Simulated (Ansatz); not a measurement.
## A correction line for MP2/def2-SVP: atomisation energy

The atomisation energy (no zero-point term) in kJ/mol of 7 B-containing molecules: x at MP2/def2-SVP, y at CCSD(T)/CBS estimate. Shapes, held fixed at every level: PBE0-D4/def2-TZVP. Flexible molecules stand in one conformer, not always the lowest. Programs: Ansatz 0.2.0.

| molecule | x (kJ/mol) | y (kJ/mol) |
| --- | --- | --- |
| B2H6S2 (SMILES [BH2-]1[SH+][BH2-][SH+]1) | 3064 | 3209 |
| C2H6BN (SMILES [BH3-]C#[N+]C) | 3677 | 3791 |
| C2H9BS (SMILES [BH3-][S+](C)C) | 4284 | ? |
| BH(CH3)2(NH3) | 4863 | 5079 |
| C2H8B2F2 (SMILES C[BH-]1[F+][BH-](C)[F+]1) | 5324 | 5437 |
| P(BH3)(CH3)3 | 5801 | 6104 |
| B(CH3)3(OH2) | 5804 | 6019 |

**Question.** Fit y = c + s·x to the known rows and predict y for C2H9BS.

**Answer.** 
1. Means of the 6 rows: x = 4755.50, y = 4939.8.
2. Σ(Δx)² = 6551506, Σ(Δx·Δy) = 6812964, so the slope is 6812964/6551506 = 1.0399.
3. Intercept: 4939.8 − (1.0399) × 4755.50 = -5.4. The largest residual of the fit is 94.
4. C2H9BS: -5.4 + 1.0399 × 4284 = 4450 kJ/mol.

CCSD(T)/CBS estimate gives 4505 kJ/mol, so the prediction is off by -55 kJ/mol, within the largest residual. Uncorrected, MP2/def2-SVP misses it by -221 kJ/mol, and the other rows by 184 on average. The line removes about 80 % of this miss. Left out in turn, the other rows are missed by 66 kJ/mol on average. The CBS estimate extrapolates MP2 from def2-TZVPP and def2-QZVPP and adds CCSD(T) − MP2 in the triple-zeta set, cores frozen.

MP2/def2-SVP underbinds every molecule here, chiefly because a split-valence set with a single polarisation shell recovers too little of the correlation energy gained when electrons pair into bonds. MP2's own error, which often goes towards overbinding in multiple or polar bonds, probably cancels part of this in the isocyanide adduct.

The shortfall grows only loosely with the atomisation energy. The fluorine-bridged ring breaks the trend, with a smaller deficit than several less strongly bound molecules, and it gives the largest residual. P(BH3)(CH3)3 and B(CH3)3(OH2) show the limit most plainly: their x values are 5801 and 5804, yet their references are 6104 and 6019, a gap that no function of x alone can reproduce. The missing correlation depends on the number and kind of bonds, and hydrogen-rich molecules tend to lose more, so a correction by bond type would probably transfer better.

The line therefore serves as a coarse rescaling, not a route to thermochemical accuracy. Its success for total energies says nothing about the strength of the dative bonds, which contribute only a small part of them.
